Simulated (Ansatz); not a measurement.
**Ligand exchange: CHBrClF + InH2(CH3) → CH2ClF + InH(CH3)Br**

Gas-phase species: CHBrClF (bromochlorofluoromethane) `FC(Cl)Br`, singlet; InH2(CH3), singlet; CH2ClF `FCCl`, singlet; InH(CH3)Br, singlet. The partners trade Br for H: C–Br and In–H bonds give way to C–H and In–Br.

Shapes, held fixed at every level: PBE0-D4/def2-TZVP. Programs: Ansatz 0.2.0. Electronic energies: no zero-point or thermal term.

(1) Estimate ΔE of this reaction.

Results:

(1) The highest level, CCSD(T)/def2-TZVPP, gives ΔE = -223.3 kJ/mol; the levels span -259.2 to -201.0. The column of differences is taken from that level and isn't an error. No measured value is set beside it here. For atoms past krypton def2 sets carry core potentials with scalar relativity. Relativity is left out for Br. Outer-core shells of Br, In are correlated, in sets that cover them unevenly.

```json
{"level": "HF/def2-SVP", "kind": "Hartree–Fock", "ΔE (kJ/mol)": "-259.2", "less CCSD(T)/def2-TZVPP": "-35.9"}
{"level": "SPW92/def2-TZVPP", "kind": "LDA", "ΔE (kJ/mol)": "-201.0", "less CCSD(T)/def2-TZVPP": "+22.3"}
{"level": "wB97X-V/def2-TZVPP", "kind": "range-separated hybrid", "ΔE (kJ/mol)": "-222.6", "less CCSD(T)/def2-TZVPP": "+0.7"}
{"level": "B2PLYP/def2-TZVPP", "kind": "double hybrid", "ΔE (kJ/mol)": "-228.3", "less CCSD(T)/def2-TZVPP": "-5.0"}
{"level": "CCSD(T)/def2-SVP", "kind": "coupled cluster or CI", "ΔE (kJ/mol)": "-228.5", "less CCSD(T)/def2-TZVPP": "-5.2"}
{"level": "CCSD/def2-TZVPP", "kind": "coupled cluster or CI", "ΔE (kJ/mol)": "-228.1", "less CCSD(T)/def2-TZVPP": "-4.8"}
{"level": "CCSD(T)/def2-TZVPP", "kind": "coupled cluster or CI", "ΔE (kJ/mol)": "-223.3", "less CCSD(T)/def2-TZVPP": "0.0"}
```

The exchange is strongly exothermic at every level, so its direction doesn't depend on the treatment of correlation. The driving force is the better match of partners: a fairly weak C–Br bond and a hydridic In–H bond give way to a strong, compact C–H bond and a polar In–Br bond, in which electropositive indium gives up charge to bromine. Indium stays in oxidation state three, so this is a metathesis at the metal, while carbon is formally reduced by the hydride.

In the same small basis, Hartree–Fock gives -259.2 kJ/mol and CCSD(T) -228.5 kJ/mol. Correlation therefore favours the reactants, probably because bromine's electrons correlate more strongly with their surroundings on the halogen-crowded carbon than in the longer, more ionic bond to indium. Perturbative triples and the larger basis each shift the energy slightly further in that direction. The close agreement of wB97X-V with the highest level, for a single reaction, doesn't establish general accuracy for indium–halogen exchange. The reaction energy also says nothing about the barrier.
